Q: I want to know how hard platinum diselenide pushes back when it is squeezed. Is there a size worth remembering before I look at details?

A: Remember an asymmetry. In this density functional calculation, a volume about a tenth below equilibrium takes a pressure of order 10 GPa. A volume about a tenth above it is held by a tension of only about 3 GPa. The crystal is a stack of Se–Pt–Se layers, and the asymmetry comes mainly from the space between them.

Ansatz 0.2.0, PBE+D3(BJ), scalar-relativistic, PAW and plane waves: PtSe2 (P-3m1) without spin polarization, cell shape and atoms relaxed at each fixed volume to forces below 0.01 eV/Å. Cutoff 420 eV, 15×15×10 k mesh, Gaussian smearing of 0.1 eV. Energies are extrapolated to zero smearing; positive pressure means compression.

| volume (relaxed cell) (Å³/atom) | c/a (relaxed cell) | shortest distance (relaxed cell) (Å) | energy over elements (eV/atom) | pressure (GPa) |
| --- | --- | --- | --- | --- |
| 17.428 | 1.1905 | 2.478 | -0.303 | 12.820 |
| 18.022 | 1.2091 | 2.493 | -0.342 | 8.360 |
| 18.617 | 1.2293 | 2.506 | ? | ? |
| 19.211 | 1.2519 | 2.518 | -0.379 | 1.980 |
| 20.399 | 1.3079 | 2.532 | -0.379 | -1.450 |
| 20.994 | 1.3426 | 2.535 | -0.372 | -2.340 |
| 21.785 | 1.4020 | 2.535 | -0.360 | -2.650 |

The row at 18.617 Å³/atom has its relaxed shape but not yet its pressure or energy. We can try to work out both from the other rows.

Q: First, two rows share the lowest energy, −0.379 eV/atom. Which one is the equilibrium crystal?

A: Neither. At 19.211 Å³/atom the pressure is positive, so the crystal wants to expand. At 20.399 it is negative, so the crystal wants to contract. Pressure is minus the slope of energy against volume, so the minimum lies between them, near 19.8 Å³/atom. The equal energies are two points on opposite walls of one valley.

Q: Then the unknown row is on the compressed wall, midway between 18.022 and 19.211. Can I simply average the two neighbours?

A: The average gives the right region but errs in a known direction. Along the known rows the pressure falls with volume, and it falls ever more slowly. Such a curve sags below the straight line between two of its points, so the pressure should be below the average of 5.17 GPa. The energy curve also sags, because its slope rises steadily as the pressure falls. The energy should therefore lie below the neighbours' average of about −0.36 eV/atom.

Q: By how much? "Below the line" is not yet a number.

A: For that we need the distance that does most of the changing. Let $V$ be the volume per atom, $a$ the edge of the cell within a layer, $c$ the repeat distance along the stack and $d$ the shortest distance, which is the Pt–Se bond. The hexagonal cell holds three atoms, so

$$a=\left[\frac{6V}{\sqrt3\,(c/a)}\right]^{1/3},\qquad t=2\sqrt{d^2-\frac{a^2}{3}},\qquad g=c-t .$$

Here $t$ is the thickness of one Se–Pt–Se layer, measured between its Se planes, and $g$ is the gap to the next layer. For the unknown row, $a$ is 3.744 Å and $t$ is 2.537 Å. Multiplying $a$ by the c/a of 1.2293 gives a repeat of about 4.60 Å, which leaves a gap of 2.065 Å.

Q: What does this show over the whole series?

A: The layers change far less than the space between them. From the smallest cell to the largest, the gap grows by 0.81 Å, from 1.90 to 2.71 Å. That is 91 percent of the growth in the stacking repeat. The Pt–Se bond lengthens by only about 2 percent and has stopped lengthening by the last two rows. The edge within the layer also changes by about 2 percent, and it even shrinks slightly in the last step. The edge counts twice in the volume, though, so the gap's share of the volume change is smaller than its share of the repeat. Between the two smallest cells the volume grows by 3.4 percent. The edge goes from 3.701 to 3.724 Å, which adds about 1.2 percent through the area, while the gap opens by 0.080 Å on a repeat of 4.407 Å, or 1.8 percent. The gap thus takes a little over half of the volume change at the compressed end and nearly all of it at the stretched end.

Q: So the gap takes the largest part of the volume change, and more of it as the cell grows. But why should the pressure follow the gap, when pressure acts from all sides?

A: Because the shape of the cell was allowed to relax at each volume. The stress along the stack then becomes nearly the same as the stress within the layers, and both are close to the quoted pressure. Now imagine a cut through the gap, parallel to the layers. The force per area that the two halves exert on each other across this cut is the stress along the stack. The pressure column is therefore also a record of how strongly neighbouring layers push or pull.

Q: What makes them push and pull?

A: Standard physics gives two parts. When the facing Se sheets come close, their filled electron shells overlap, and the Pauli principle makes this costly. The cost rises roughly exponentially as the gap closes. At larger gaps, attraction prevails: dispersion, and bonding between Se orbitals across the gap. That bonding should not be thought negligible here. In all rows but the last the gap is thinner than the layer, so facing Se atoms of neighbouring layers are closer than Se atoms on the two faces of one layer. Every run is also metallic, with filled and empty bands that overlap in energy. The overlap is much smaller in the largest cell than in any compressed one, but it does not shrink steadily as the layers part: it is larger at 19.211 Å³/atom than at 17.428. It is therefore no simple measure of the bonding across the gap. These runs give only the sum, so the division into parts is theory's argument and not a reading of the table.

Q: Can that picture be turned into a formula simple enough to use by hand?

A: Yes. Let $y$ be the gap minus its value at zero force. A common form for the binding energy per area between two bodies is

$$W(y)=-D\left(1+\frac{y}{s}\right)e^{-y/s},$$

where $D$ is the depth of the well and $s$ a decay length. The pressure is minus its slope,

$$P=-\frac{dW}{dy}=-\frac{D}{s^2}\,y\,e^{-y/s}.$$

For negative $y$ both factors grow, so the push rises steeply. For positive $y$ they compete, so the pull grows at first and then levels off. That is the asymmetry we started with. The formula neglects the changes within the layers, which matter most on the compressed side.

Q: Where do the constants come from?

A: From a least-squares fit to the six known pressures; the row we want took no part. It is convenient to measure the gap from an arbitrary origin, $x=g-2.3$ Å, which turns the same law into

$$P=\left(-0.640-14.61\,x\right)e^{-x/0.449},$$

with $P$ in GPa and $x$ in Å. The three constants can partly make up for each other, so I would not read any one of them as a property of the material.

Q: Let me try the unknown row. Its gap is 2.065 Å, so $x=-0.235$ Å. The bracket is $-0.640+3.433=2.793$. The exponential is $e^{0.235/0.449}$, about 1.69. The product is 4.7 GPa.

A: That is the central forecast. The range I give is 4.5 to 5.0 GPa. It is a judgement that allows for the simplicity of the law and for the rounding of the distances, and it has no statistical confidence level attached.

Q: And the energy? I suppose I must add up the work of compression.

A: Exactly, and you can start from the row at 18.022 Å³/atom. Going from there to 18.617, the crystal expands by 0.595 Å³/atom against a pressure that falls from 8.36 to about 4.7 GPa. The mean is close to 6.5 GPa. Since 160 GPa correspond to 1 eV/Å³, the energy drops by $6.5\times0.595/160\approx0.024$ eV/atom, from −0.342 to about −0.366 eV/atom.

A fuller calculation integrates the gap law through the whole series and matches the result to the six known energies with an offset and a scale factor. It gives −0.367 eV/atom. For the forecast range I take the hand estimate of −0.366 eV/atom, give or take 0.002 eV/atom. Like the range for the pressure, this is a judgement.

Q: Does the scale factor hide a failure? If pressure really is the slope of energy, it ought to be one.

A: It ought to, and the fit gives 1.02 with a standard error of 0.01. The pressures and energies therefore tell the same story to about 2 percent. This supports the bookkeeping between the two columns. It does not show which forces act in the gap, because any smooth curve that follows the pressures well would give nearly the same energies.

Q: Then let us see the row.

The withheld rows as computed:

| volume (relaxed cell) (Å³/atom) | c/a (relaxed cell) | shortest distance (relaxed cell) (Å) | energy over elements (eV/atom) | pressure (GPa) |
| --- | --- | --- | --- | --- |
| 18.617 | 1.2293 | 2.506 | -0.366 | 4.760 |

Q: The pressure is 4.76 GPa and the energy −0.366 eV/atom. Both are inside their ranges, and both are below the straight-line averages, as you argued.

A: Yes. The gap law gave 4.71 GPa, so it is low by about 1 percent of the computed pressure. The fuller energy estimate is off by 0.001 eV/atom, one unit in the last printed digit, and deserves no explanation.

Q: Does the remaining 0.05 GPa have a physical cause?

A: I would not look for one. The shortest distance is printed to 0.001 Å, and half a unit in that digit shifts the calculated gap by about 0.002 Å. Between the two neighbouring rows, the pressure changes by 6.38 GPa while the gap changes by 0.178 Å, or about 36 GPa per Å. Rounding alone can therefore move the estimate by about 0.07 GPa, which is more than the miss.

Q: Would an ordinary equation of state, which knows only the volume, have failed?

A: Not on this row. A third-order Birch–Murnaghan curve, also with three constants fitted to the same six pressures, gives 4.58 GPa. That is a larger miss, about 4 percent, but it is still inside our range. The successful forecast alone therefore does not decide between the two descriptions.

The clearer difference is in the whole series. The typical error over the fitted rows is 0.03 GPa for the gap law and 0.14 GPa for the volume curve. When each known row is left out in turn and predicted from the rest, the errors are 0.07 and 0.40 GPa. The gap law describes the series better, which fits the mechanism. But the two curves differ in form as well as in coordinate, so this comparison alone does not prove that the gap makes the difference, nor does it prove the form of the forces. The direct test is to fit the same law in the volume. It is expected to do worse, because the gap's share of the volume change shifts along the series.

Q: How would I use this if I only care about how stiff the material is?

A: Do not carry one stiffness through the whole range. The bulk modulus, the pressure needed per fractional change in volume, averages 133 GPa between the two smallest cells. It is 57 GPa across the zero of pressure and only about 8 GPa between the two largest. On the compressed side, each further step pushes the Se sheets up a steep repulsive wall. On the stretched side, the pull between layers has nearly levelled off, so a little more tension opens the gap a long way.

Near equilibrium there is a handy figure. Between 19.211 and 20.399 Å³/atom the pressure changes by 3.43 GPa and the gap by 0.222 Å. One GPa of pressure from all sides thus closes the gap by roughly 0.06 Å, about 3 percent of its width.

Q: May I apply that to a real crystal as it stands?

A: As a size, yes; as a precise value, with care. The calculated minimum has a c/a near 1.28, whereas the measured ratio, from memory, is somewhat below 1.4. The calculation thus sets the layers too close together, and an error in the starting gap matters when the force changes so quickly with it. Thermal expansion is absent but is expected to cover only a small part of the difference. Spin–orbit coupling is absent too and its effect was not tested, so these runs do not show how much of the difference belongs to the functional and its dispersion correction.

The stretched end needs a separate caution. The fitted law puts the greatest tension right at the last row, and no larger cell confirms that the pull then declines. I would trust the flattening, which the pressures themselves show, but not use the fit to name a breaking strength.

Q: So for another stack of stiff layers, I should first ask how much of the volume change goes into the gap?

A: Yes. If most of it does, expect a steep rise in pressure on squeezing and a soft response on stretching. If the layers themselves take up much of the strain, their bonds must enter the model too, and the gap alone will no longer be a good guide.
